Student: This attempt is wrong somewhere, and I can't find the line. It says that Casida's equations break the Thomas-Reiche-Kuhn sum rule for six electrons in a harmonic dot.

Lecturer: A strict parabola binds everything. What is your potential?

Student: A two-dimensional GaAs dot, typical m* = 0.067 mₑ, harmonic at the bottom, with four leads. My model Kohn-Sham potential is U(x) + U(y), U = −6E sech²(αx), E = ħ²α²/m* = 1 meV, so 1/α = 33.7 nm and ħω₀ = √12 E = 3.46 meV. I set ħ = m* = α = 1. Each direction binds ψ₀ ∝ sech³x, ψ₁ ∝ sech²x tanh x and ψ₂ ∝ sech x (5tanh²x − 1) at −4.5, −2 and −0.5 meV. The orbitals (0,0), (1,0), (0,1) are doubly filled.

Line 1: for real spin orbitals and a local adiabatic kernel, A = Δ + K and B = K, where Δ is diagonal in ε_a − ε_i.
Line 2: (A−B)^½(A+B)(A−B)^½ F_n = ω_n² F_n and f_n = (2/d) Σ_k |r_kᵀ(A−B)^½F_n|², with d = 2 here and r_k the dipole elements.
Line 3: Σ_n F_nF_nᵀ = 1 gives Σf = (2/d) Σ_k r_kᵀΔ r_k = 2xᵀΔx, since x and y are equivalent.
Line 4: a runs over the bound orbitals, leaving (0,1)→(1,1) at 2.5 meV and (1,0)→(2,0) at 1.5 meV. With f = 2Δ|x|², f₀₁ = 405π²/4096 = 0.976 and f₁₂ = 735π²/4096 = 1.771.
Wrong result: Σf = 2(f₀₁ + f₁₂) = 5.494 instead of 6.

I blame the adiabatic kernel.

Lecturer: Where is K in line 3?

Student: It cancelled. Something like Tamm-Dancoff, then?

Lecturer: There f_n = (2/d) ω_n Σ_k |r_kᵀX_n|² with AX_n = ω_nX_n, so the sum is (2/d) Σ_k r_kᵀA r_k, which misses the Kohn-Sham sum by (2/d) Σ_k r_kᵀB r_k. That vanishes at K = 0. Your deficit survives with no kernel at all, and that is the symptom. For a local potential, Σ_a 2(ε_a − ε_i)|x_ai|² = ⟨i|[x,[h,x]]|i⟩ = 1 over all eigenstates a of h. Occupied-occupied terms cancel in pairs, which leaves N. Test it on ψ₁.

Student: f₁₂ − f₀₁ = 0.795. But line 3 used completeness already.

Lecturer: Completeness of F within the pair space you built. Reaching N needs completeness of the orbitals too. Line 4 is the faulty one: it drops the states that escape along the leads.

Student: In my parabola run the same two transitions gave 2(1 + 2) = 6. And (1,1), at −4 meV, lies above the lowest lead threshold of −4.5 meV, so I have gone high enough.

Lecturer: The parabola has no continuum, so there the omission costs nothing. Your (1,1) is odd in x and y, and leads of that parity open only at −2 meV, so it is still bound. Add the scattering states, with t = tanh x, D = d/dx and energy k²/2:

ψ_k = (3t − D)(2t − D)(t − D) e^(ikx) / √[2π(k²+1)(k²+4)(k²+9)].

The strength per unit k out of ψ₀ and ψ₁ is

g₀ = (15π/2048)(k²+1)³ / [(k²+4) cosh²(πk/2)],
g₁ = (15π/512) k⁴(k²+8)² / [(k²+1)(k²+9) sinh²(πk/2)].

Integrate over all real k.

Student: c₀ = 0.0241 and c₁ = 0.2048. They match 1 − f₀₁ and 1 + f₀₁ − f₁₂. Two orbitals have ψ₀ along x and one has ψ₁, so the continuum carries 2(2c₀ + c₁) = 0.506, and 5.494 + 0.506 = 6.000.

Lecturer: The error was 6 − 285π²/512 = 0.506, or 8.4 % of N, most of it from (1,0), whose continuum starts 2 meV up. A kernel moves strength between the roots, but the totals stay fixed: 5.494 in the bound-only space, 6 in the complete one.